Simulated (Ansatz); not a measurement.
## Ligand exchange: Sn(CH3)(NH2) + C3H9BS → Sn(CH3)(SH) + C3H10BN

Species: Sn(CH3)(NH2), singlet; C3H9BS `CC(C)BS`, singlet; Sn(CH3)(SH), singlet; C3H10BN `CC(C)BN`, singlet. The partners trade NH2 for SH: Sn–NH2 and B–SH bonds give way to Sn–SH and B–NH2.

Shapes, held fixed at every level: PBE0-D4/def2-TZVP. Flexible molecules stand in one conformer, not always the lowest. Programs: Ansatz 0.2.0. The zero-point and thermal change to 298 K, harmonic and unscaled (PBE0-D4/def2-TZVP), is +4.4 kJ/mol.

```
               level                   kind  ΔH(298 K) (kJ/mol)  less CCSD(T)/def2-TZVPP
       HF/def2-TZVPP           Hartree–Fock              -110.8                    -15.6
    SPW92/def2-TZVPP                    LDA              -102.7                     -7.5
r2SCAN-D4/def2-TZVPP               meta-GGA               -99.0                     -3.8
 BHLYP-D4/def2-TZVPP          global hybrid              -108.8                    -13.6
        MP2/def2-SVP    perturbation theory              -101.1                     -5.9
     CCSD/def2-TZVPP  coupled cluster or CI               -97.7                     -2.5
  CCSD(T)/def2-TZVPP  coupled cluster or CI               -95.2                      0.0
```

The highest level, CCSD(T)/def2-TZVPP, gives ΔH(298 K) = -95.2 kJ/mol; the levels span -110.8 to -95.2. The column of differences is taken from that level and isn't an error. No measured value is set beside it here. For atoms past krypton def2 sets carry core potentials with scalar relativity. Correlated rows may include outer-core shells of Sn, which these sets cover unevenly.

Every level makes the exchange strongly exothermic, with amide going to boron and thiolate to tin. The main driving force is probably the B–N bond. The nitrogen lone pair donates into the empty boron 2p orbital, and the compact, well-matched orbitals give a stronger π interaction than sulfur 3p can offer, on top of a strong, polar σ bond. Tin(II) also has a formally empty p orbital, but its diffuse 5p shell overlaps less well with nitrogen, so less is lost when the amide leaves. The softer tin centre also tolerates sulfur well, in line with the usual hard–soft preference.

Hartree–Fock exaggerates the exothermicity, and coupled cluster reduces it from -110.8 to -97.7 kJ/mol with CCSD and -95.2 kJ/mol with CCSD(T). Electron correlation therefore favours the reactant pairing overall, but is far too small to overturn the preference. The total reaction enthalpy doesn't separate the gain at boron from the change at tin, nor does it say anything about the barrier to exchange.
